# Why boron stays almost neutral between oxygen and bromine

## Counting across the bonds

The molecule H₃Ge–O–B–Br has no ring, so cutting any one bond splits it into two pieces. As the whole is neutral, the pieces carry equal and opposite charges. If electrons are booked as passing only between bonded neighbours, the charge of a piece is the net number of electrons it has sent across the cut. The seven atomic charges therefore fix the transfer across each of the six bonds, and nothing has to be adjusted.

Hirshfeld atomic charges in H₃Ge–O–B–Br (neutral, spin multiplicity 2), one atom per row. Calculated with PySCF 2.14.0 as a Kohn–Sham DFT single point, using the TPSS functional and the def2-SVPD basis set at the GFN2-xTB geometry.

```tsv
row	hirshfeld charge (e)	computed element
1	0.432	Ge
2	-0.247	O
3	0.078	B
4	-0.104	Br
5	-0.053	H
6	-0.053	H
7	-0.053	H
```

The column "hirshfeld charge", written $q$ below, comes from a density-functional calculation. At every point in space the electron density is shared among the atoms in proportion to what the free, spherical atoms would have there. An atom's charge is then its nuclear charge less its share of electrons. A positive $q$ means that the atom has lost electrons by this rule. Such charges are small by construction and are not oxidation states.

Along the chain the signs alternate: germanium positive, oxygen negative, boron positive, bromine negative. The sizes are less regular. Germanium and boron have nearly the same electronegativity, roughly 2.0 on Pauling's scale, and both are bound to the same oxygen atom. Yet germanium carries 0.432 e and boron only 0.078 e, although boron has bromine pulling on it as well.

## What the count gives

Start at the germanium end. Each hydrogen holds 0.053 e more than a neutral atom, since hydrogen is slightly more electronegative than germanium. The three hydrogens have the same charge to three decimals, although one lies in the plane of the heavy atoms and two lie outside it. This suits a picture in which the directly bonded partner decides most of an atom's charge.

The GeH₃ group as a whole is positive, and its charge is what has crossed to oxygen:

$$t_{\mathrm{Ge\to O}} = 0.432 - 3\times 0.053 = 0.273\ \text{e}.$$

Here $t$ is the net number of electrons passed across a bond. Oxygen takes about five times as much from germanium as one hydrogen does. That is the order in which electronegativity would place them.

At the other end bromine has gained 0.104 e, which in this count comes from boron. The bond in the middle is the surprise. Boron and bromine together carry $0.078-0.104=-0.026$ e, so the net transfer across the O–B bond is close to zero, and what little there is runs from oxygen towards boron. Practically all of oxygen's negative charge is matched by the positive charge of the GeH₃ group.

## An estimate that fails in one place

Suppose electronegativity alone decided the matter. Boron would then give oxygen as much as germanium does, and would still give bromine its share:

$$q_{\mathrm B} = 0.273 + 0.104 = 0.377\ \text{e}, \qquad q_{\mathrm O} = -2\times 0.273 = -0.546\ \text{e}.$$

On this estimate boron would be nearly as positive as germanium. The table has boron lower by 0.299 e, and oxygen less negative by the same amount. The error is almost four times boron's actual charge, so for this atom the simple rule is useless.

The failure is instructive because it has a single address. The transfers across Ge–O and B–Br were taken from the table itself, so the estimate tests only the assumption about the O–B bond. The question about boron thus becomes a question about that bond. Why does oxygen draw electrons from germanium but, on balance, none from boron?

## Where boron keeps its third electron

Boron has three valence electrons and here forms only two bonds. The third electron stays unpaired: of the one unpaired electron in the molecule, 0.73 sits on boron and 0.16 on bromine. This is a boron-centred radical, not the familiar boron with three bonds. The lack of a third bond does not by itself explain the failed estimate, which counted only the two bonds that boron has.

What matters is the orbital that the unpaired electron occupies. The local ionisation energy, the average energy needed to remove an electron at a given point of the molecular surface, shows where electrons are loosely held. Its lowest value, 5.4 eV, lies beside boron on the open side of the bend, in the plane of the heavy atoms. The next lowest minimum, near bromine, is about 2.5 eV higher. These values rest on orbital energies, which a functional of this kind makes too easy to ionise, so the comparison between places counts for more than the absolute size.

A loosely held electron in the plane points to an in-plane hybrid orbital. Had the unpaired electron been in the p orbital perpendicular to the plane, the easiest ionisation would be expected above and below boron. Boron has four valence orbitals. Two serve the bonds, one holds the unpaired electron, and the perpendicular p orbital is left formally empty.

## Two flows in opposite directions

An empty p orbital next to an oxygen atom does not stay quite empty. Oxygen has a lone pair in its own perpendicular p orbital, and the two overlap side by side. Part of the lone pair spreads onto boron. This is pi donation, which shortens and strengthens a bond from boron to oxygen.

In this picture the O–B bond carries two flows, although neither was computed separately. In the sigma bond, along the line between the nuclei, the more electronegative oxygen draws electrons from boron. In the pi system electrons return from oxygen to boron. An atomic charge records only the balance, and a balance near zero is compatible with two sizeable opposite flows. It would be wrong to conclude that the O–B bond is non-polar. Bromine, too, has a lone pair facing boron's empty orbital; whatever it returns to boron is already contained in the net 0.104 e.

Germanium has no comparable way of getting electrons back. All its valence orbitals are engaged in four sigma bonds, and oxygen's lone pairs find only antibonding orbitals, which accept much less. The pull of oxygen should therefore be offset much less. By this argument, germanium and boron differ less in how strongly they hold electrons than in whether they have room to take some back.

The bonds themselves fit the argument. The Mayer bond order, a measure of how many electron pairs two atoms share, is 1.15 for B–O and 0.62 for Ge–O. A value above one suggests more than a single polar sigma bond. It is supporting evidence and no measurement of the pi flow, because the bond order does not separate sigma from pi and depends on the basis set, which is small here. The B–O distance of 1.30 Å is short as well, but it comes from a tight-binding geometry.

## What the sharing rule may add

A second cause may lie in the definition of the charge. A free boron atom is diffuse, and its density reaches far out. When a short bond brings oxygen close, some of the density around oxygen falls where free boron also has a noticeable share. Electrons that have moved towards oxygen are then still partly credited to boron.

Free germanium is diffuse too, but its bond to oxygen is about half an ångström longer. The effect could therefore be stronger for boron, though this remains a guess. The charges in the table cannot separate a real return of electrons from the habit of the sharing rule, so they do not say how the 0.299 e divides between them. Both causes would act in the direction seen; the weight of each is open.

## A positive atom with a negative side

Boron's charge is positive, yet the most negative electrostatic potential on the whole molecular surface, −0.73 V, lies beside boron. The deepest point near oxygen, the most negative atom in the table, reaches only −0.55 V. There is no contradiction. A charge is a total over all directions, whereas the unpaired electron sticks out on one side and makes that side electron-rich.

The dipole moment shows the same weakness of atomic charges. Point charges placed at the nuclei give 2.4 debye, while the full density gives 3.2 debye. The difference comes from density that is lopsided within the atoms. It can't be pinned on boron alone: the extra shift of electrons runs within about 25° of the direction from boron to its negative side, but it matches the corresponding direction at bromine even better.

For chemistry this means that $q_{\mathrm B}$ is a poor guide to where the molecule reacts. Someone reading only the charges would send an electron-seeking partner to oxygen. The surface values point to the open side of boron, where the unpaired electron is loosely held.

## Induction, and how to read a neighbouring chain

In the simple picture of induction, an electronegative end group pulls electrons along a chain, and the effect fades with distance. The alternating signs here do not need such a long reach. Bromine draws on boron, oxygen draws on germanium, and the bond between the two pairs is nearly balanced. To find out how far bromine's pull extends, one would compare this chain with one that ends in hydrogen and watch the charges of oxygen and germanium.

The reasoning carries over to related molecules in two steps. First, let electronegativity set the direction of the sigma transfer across each bond. Then ask whether the atom that loses electrons has an empty orbital facing a lone pair; if it has, expect a smaller positive charge than the first step gives. How much smaller cannot be read from this one molecule.

Take a methyl group in place of the GeH₃ group. Carbon is more electronegative than hydrogen, so the hydrogens should turn from slightly negative to slightly positive. Carbon gains from them part of what it loses to oxygen, and should be far less positive than germanium. Boron's surroundings are almost unchanged, and so should its charge be.

Now take the closed-shell relative in which a hydrogen atom is bound to boron. The unpaired electron enters the new bond, and the easily ionised region beside boron should disappear. The perpendicular p orbital is still empty, so oxygen can still donate into it. Boron should again be less positive than its electronegativity suggests, this time without being a radical.
